The Urbach edge in the O'Leary-Johnson-Lim model: two short ladders of tail levels, applied to a-SiGe:H

Below its optical gap an amorphous semiconductor absorbs with a nearly exponential edge, α ∝ exp(ħω/E_U), and E_U, the Urbach energy, serves as a figure of merit for film disorder. The usual reading is that E_U equals the width of the broader band tail. The model of O'Leary, Johnson and Lim (1997) gives this rule as an asymptote, and it also shows how far below the gap one must go before the rule holds. With three levels per tail the tail-to-tail part can be worked by hand.

1. Densities of states and conventions

E_v and E_c are the edges of two square-root bands, E_g = E_c − E_v, and γ_v, γ_c are the tail widths in meV. For the conduction side

N_c(E) = A_c √(E − E_c) for E ≥ E_cT,
N_c(E) = A_c √(γ_c/2) exp[(E − E_cT)/γ_c] for E < E_cT.

The valence side is the mirror image, with A_v, γ_v and E_vT. The constants A are in cm⁻³ eV^(−3/2). The joining point follows from smoothness. At a distance s from its edge a square root has the logarithmic slope 1/(2s), and the tail has 1/γ. They are equal at s = γ/2, so E_cT = E_c + γ_c/2 and E_vT = E_v − γ_v/2, both inside the bands. The joining points are E_T = E_g + (γ_v + γ_c)/2 apart.

No crystal momentum is conserved, all valence states are full, all conduction states are empty, and every pair counts equally:

J(ħω) = ∫ N_v(E) N_c(E + ħω) dE.

We use j = J/(A_v A_c), in meV², and the deficit D = E_T − ħω. Without tails j = (π/8)(ħω − E_g)², so E_g plays the role of an extrapolated optical gap. The local slope energy is defined by 1/E_U = d ln j/d(ħω) = −d ln j/dD.

Assumed inputs for a Ge-rich a-SiGe:H film: γ_v = 50 meV, γ_c = 45 meV, E_g = 1.45 eV, so that E_T = 1497.5 meV. For contrast we use typical a-Si:H widths, γ_v = 50 meV and γ_c = 27 meV. All results below are the model's for these inputs.

2. The smallest model: two ladders

Replace each tail by levels of spacing δ. Valence level n = 0, 1, 2 … lies (n + ½)δ above E_vT, and conduction level m lies (m + ½)δ below E_cT. Each level is given δ times the tail density at its energy, that is A_v √(γ_v/2) δ p^(n+½) and A_c √(γ_c/2) δ q^(m+½), with

p = exp(−δ/γ_v), q = exp(−δ/γ_c).

The pair (n, m) absorbs at the deficit D = (n + m + 1)δ. The spectrum is a comb of lines at D = Nδ, and line N collects the N pairs with n + m = N − 1. Spreading the weight of a line over the spacing δ gives

j_ladder = ½ √(γ_v γ_c) δ S_N, with S_N = Σ p^(n+½) q^(N−n−½), n = 0 … N − 1.

This is a geometric series of ratio p/q:

S_N = √(pq) (p^N − q^N)/(p − q).

Now p^N = exp(−D/γ_v) and q^N = exp(−D/γ_c). With κ = 1/γ_c − 1/γ_v we have p/q = exp(κδ), hence (p − q)/√(pq) = 2 sinh(κδ/2), and

δ S_N = δ [exp(−D/γ_v) − exp(−D/γ_c)] / [2 sinh(κδ/2)].

For p = q all N terms equal p^N, so δ S_N = Nδ p^N = D exp(−D/γ). The factor D counts the ways of sharing the deficit between the two tails.

The same result has a two-mode form. The matrix T with rows (p, 0) and (1, q) has the lower-left element (T^N)₂₁ = (p^N − q^N)/(p − q), so S_N = √(pq) (T^N)₂₁. Its eigenvalues p and q are the two exponentials, and the larger one survives at large N. At p = q the matrix has only one eigenvector, and (T^N)₂₁ = N p^(N−1).

Numbers for the alloy, with δ = 100 meV and three levels per tail at 50, 150 and 250 meV from the joining points. Here p = 0.1353 and q = 0.1084. The relative weights are 0.3679, 0.04979, 0.006738 on the valence side and 0.3292, 0.03567, 0.003866 on the conduction side. Three levels per tail make the lines N = 1, 2, 3 complete. The line at D = 300 meV has three pairs:

(n, m) = (0, 2): 0.001422
(n, m) = (1, 1): 0.001776
(n, m) = (2, 0): 0.002218

They differ only by the factor p/q = 1.249 per step, so no single pair dominates. The sums are S₁ = 0.1211, S₂ = 0.02951 and S₃ = 0.005416. The ratios S₂/S₁ = 0.2437 and S₃/S₂ = 0.1835 are well above the limit p, and −δ/ln(ratio) gives apparent slopes of 70.8 and 59.0 meV for this part alone.

3. Comparison with the continuum

In the continuum, for D ≥ 0, a tail-to-tail transition starts a distance x above E_vT and ends D − x below E_cT, with 0 ≤ x ≤ D:

j_tt = ½ √(γ_v γ_c) ∫ exp(−x/γ_v) exp[−(D − x)/γ_c] dx = P [exp(−D/γ_v) − exp(−D/γ_c)],

P = ½ √(γ_v γ_c) γ_v γ_c/(γ_v − γ_c).

For equal widths the integrand is constant and j_tt = (γ/2) D exp(−D/γ). Since γ_v γ_c/(γ_v − γ_c) = 1/κ, the ladder and the continuum have exactly the same dependence on D, and their ratio is the constant (κδ/2)/sinh(κδ/2). It is 1 for equal widths at any spacing. For the alloy 1/κ = 450 meV and the ratio is 0.9979: the ladder gives 287.2, 70.00 and 12.85 meV² at D = 100, 200 and 300 meV, the continuum 287.8, 70.14 and 12.87 meV². The ladder is a coarse picture of each tail, for at δ = 2γ_v even an endless valence ladder holds only 1/sinh(1) = 0.851 of the tail states. It reproduces j_tt because the product of the two tails varies along x only on the scale 1/κ.

An equivalent form suits nearly equal widths. With 1/γ̄ = ½(1/γ_v + 1/γ_c),

j_tt = ½ √(γ_v γ_c) D exp(−D/γ̄) · sinh(κD/2)/(κD/2).

For the alloy γ̄ = 47.4 meV, and the last factor is only 1.019 at D = 300 meV. Up to that depth the tail-tail part behaves as if both tails had the width γ̄.

4. Adding the bands

Two more channels exist for D ≥ 0. A valence-tail state more than D above E_vT reaches the conduction band, and a valence-band state reaches the conduction tail. Band-to-band transitions, in the sense of states beyond both joining points, need D < 0. In the first channel let the final state lie y above E_cT, so that the initial state lies D + y above E_vT:

j_tb = √(γ_v/2) exp(−D/γ_v) ∫ √(γ_c/2 + y) exp(−y/γ_v) dy, y from 0 to ∞.

The dependence on D factors out, so this channel is a pure exponential. In ladder terms, band levels only add to the amplitude of one mode. Scaling y by γ_v gives j_tb = B_v exp(−D/γ_v), and by symmetry j_bt = B_c exp(−D/γ_c), with

B_v = γ_v² G(γ_c/2γ_v)/√2, B_c = γ_c² G(γ_v/2γ_c)/√2,

G(a) = ∫ √(a + t) exp(−t) dt = √a + (√π/2) exp(a) erfc(√a), t from 0 to ∞.

The whole joint density of states for D ≥ 0 and γ_v ≠ γ_c is therefore two exponentials:

j = C_v exp(−D/γ_v) + C_c exp(−D/γ_c), C_v = B_v + P, C_c = B_c − P.

Let γ_v > γ_c and r = γ_c/γ_v (the other order follows by exchange). Then B_c/P = √(2r) (1 − r) G(1/2r). Because √(a + t) ≤ √a (1 + t/2a), we have G(a) ≤ √a (1 + 1/2a), and so B_c/P ≤ (1 − r)(1 + r) < 1. C_c is always negative. Differentiating ln j gives

1/E_U = 1/γ_v − κ u/(1 − u), u = u₀ exp(−κD), u₀ = −C_c/C_v,

with 0 < u₀ < 1, because j is positive at D = 0. This is the general statement in exact form: E_U tends to max(γ_v, γ_c), always from above, and the excess dies off on the scale 1/κ. "Well below the gap" means κD ≫ 1, which is a stronger demand than D ≫ γ when the widths are close.

For equal widths G(½) = 1.1707, and

j = (γ²/2)(D/γ + g) exp(−D/γ), g = 2√2 G(½) = 3.311,
E_U = γ (D/γ + g)/(D/γ + g − 1).

The edge is then never a pure exponential, and the excess E_U − γ falls only as γ²/D at large D.

5. Numbers

For the alloy G(0.45) = 1.1472 and G(5/9) = 1.1961. In meV², P = 10673, B_v = 2028, B_c = 1713, C_v = 12701 and C_c = −8960, so u₀ = 0.705. The channels, in meV², are:

D (meV) | j_tt | j_tb | j_bt | j | share of j_tt
0 | 0 | 2028 | 1713 | 3741 | 0 %
100 | 287.8 | 274.5 | 185.6 | 747.9 | 38 %
200 | 70.14 | 37.15 | 20.11 | 127.4 | 55 %
300 | 12.87 | 5.027 | 2.180 | 20.08 | 64 %
400 | 2.108 | 0.6803 | 0.2362 | 3.025 | 70 %

For the a-Si:H widths 1/κ = 58.7 meV, P = 1078, B_v = 1868, B_c = 696, C_v = 2946, C_c = −382 and u₀ = 0.130. The local slope energy E_U in meV for three pairs (γ_v, γ_c) is:

D (meV) | (50, 27) | (50, 45) | (50, 50)
0 | 57.3 | 68.1 | 71.6
100 | 51.1 | 58.4 | 61.6
200 | 50.2 | 55.1 | 57.9
300 | 50.0 | 53.4 | 56.0
400 | 50.0 | 52.4 | 54.8

E_U comes within 2 % of γ_v (51 meV) at D = 103 meV for the a-Si:H widths. For the alloy it does so at D = 697 meV, a photon energy of 0.80 eV. Absorption by deep defects such as dangling bonds, which the model lacks, is expected to hide the tails at such energies, so the asymptote is out of practical reach.

A fit returns an average over its window. Assume a window from D = 100 to 300 meV, which for the alloy is ħω = 1397.5 to 1197.5 meV, and take the two-point slope 200 meV/ln[j(100)/j(300)]. For the alloy the logarithm is 3.618 and the slope is 55.3 meV, 5.3 meV or 11 % above γ_v. The a-Si:H widths give 50.3 meV and equal widths give 58.2 meV. Read backwards, a hypothetical slope of 50 meV of j over this window belongs to γ = 43.5 meV if the widths are equal, while for widths as unequal as in a-Si:H the slope is almost γ_v itself. A slope that rises with Ge content need not mean a broader valence tail: in the model, broadening the conduction tail alone from 27 to 45 meV raises it from 50.3 to 55.3 meV.

6. Neglected terms and their size

From j to α. Absorption is α = ω ε₂/(n c), with n the refractive index, here held constant. A constant dipole matrix element gives ε₂ ∝ J and α ∝ ħω J. A constant momentum matrix element gives ε₂ ∝ J/ω² and α ∝ J/ħω. Over the window ln(1397.5/1197.5) = 0.154 is added to or subtracted from 3.618, and the slope of α becomes 53.0 or 57.8 meV. This shift is about half of the 5.3 meV excess, so the convention must be stated with any fitted width, and tenths of a meV describe the model only.

Tail-tail strength. Two localised states absorb together only if they overlap in space, so equal strength for all pairs is doubtful exactly where j_tt dominates. If that channel is weighted by w, then P becomes wP, and C_c changes sign at w = B_c/P = 0.16 for the alloy. At w = 0 the window slope is 48.1 meV, between the two widths. The asymptote remains γ_v for any w, but the approach from above requires w > 0.16. This assumption sets both the sign and the size of the excess.

Occupation. With the Fermi level assumed midway between the joining points, valence-tail states above it are empty and conduction-tail states below it are full. At D = 300 meV, in the zero-temperature limit, this removes less than 0.1 % of j_tb and of j_bt and nothing of j_tt. Doped films need the occupation factors in the integral.

Tail widths are often inferred from the optical edge itself, so the model slopes of 53 to 58 meV for the assumed alloy inputs are no test against the material. What carries over is the criterion: compute 1/κ = γ_v γ_c/|γ_v − γ_c| and compare it with the depth D of the fitting window. If the window lies deeper than about two such lengths, as with the a-Si:H widths, E_U may be read as the broader tail width. If 1/κ exceeds the depth of the window, as in the alloy, fit the two-exponential form, or its equal-width limit, with one tail width fixed by an independent transport or photoemission experiment.